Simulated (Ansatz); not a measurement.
# A series in volume scale on BiPt₃

Results calculated with Ansatz 0.2.0, not measured. Free energy against uniform scaling of the volume at fixed shape and fractions; periodic cell, basis, potentials, k mesh and filling as listed.

The cell before it is scaled or strained (space group Pm-3m, No. 221):
```
cell vectors (Å)
   4.1865     0.0000     0.0000
   0.0000     4.1865     0.0000
   0.0000     0.0000     4.1865
atoms (fractions of the cell vectors)
Bi  0.00000  0.00000  0.00000
Pt  0.00000  0.50000  0.50000
Pt  0.50000  0.00000  0.50000
Pt  0.50000  0.50000  0.00000
```

Settings of every row: functional PBE; dispersion none; potentials PAW; wave cutoff 500 eV; density cutoff 2000 eV; k mesh 6x6x6; k shift 0x0x0; occupations fermi dirac; smearing width 0.15 eV; spin none.

Limits: coarse k mesh, up to 40 meV an atom off; no spin-orbit coupling, which can matter with elements this heavy; the cell comes from a prototype or a list of computed structures and needn't be the stable phase.

```csv
row,volume scale,V (Å³/atom),energy above lowest point (meV/atom)
1,0.9,16.51,100.3
2,0.925,16.968,50.8
3,0.95,17.427,?
4,0.975,17.885,3.1
5,1,18.344,0
6,1.025,18.803,8
7,1.05,19.261,25.6
8,1.075,19.72,51.2
9,1.1,20.178,83.7
```

Question: what energy above lowest point should row 3 give?

Worked fit of energy above lowest point. Take u = (V_r/V)^(2/3) − 1 with V_r = 18.574 Å³ an atom, which is twice the finite (Eulerian) strain; such expansions in the strain, on which the Birch-Murnaghan equation of state is built, carry the rest volume and the bulk modulus. The shown rows have u = 0.0817, 0.06214, 0.02552, 0.00834, -0.00814, -0.02392, -0.03913, -0.05372. Least squares give energy above lowest point = 2.73 − 493.9 × u + 19575 × u² + 13312 × u³ meV/atom; a parabola predicts inner rows, each left out in turn, worse (root mean square 0.97 against 0.043 meV/atom). All shown rows lie on it to the printed digit. Its lowest point lies at u = 0.0125, or V = 18.23 Å³ an atom, and the curvature there gives the bulk modulus at fixed shape and fractions, B = (4/9)(1 + u)² E″(u)/V = 161 GPa. The withheld row has u = 0.04341, so the fit gives 2.73 − 493.9 × (0.04341) + 19575 × (0.04341)² + 13312 × (0.04341)³ = 19.3 meV/atom.

The calculation gave 19.3 meV/atom. The fit meets it to the printed digit.
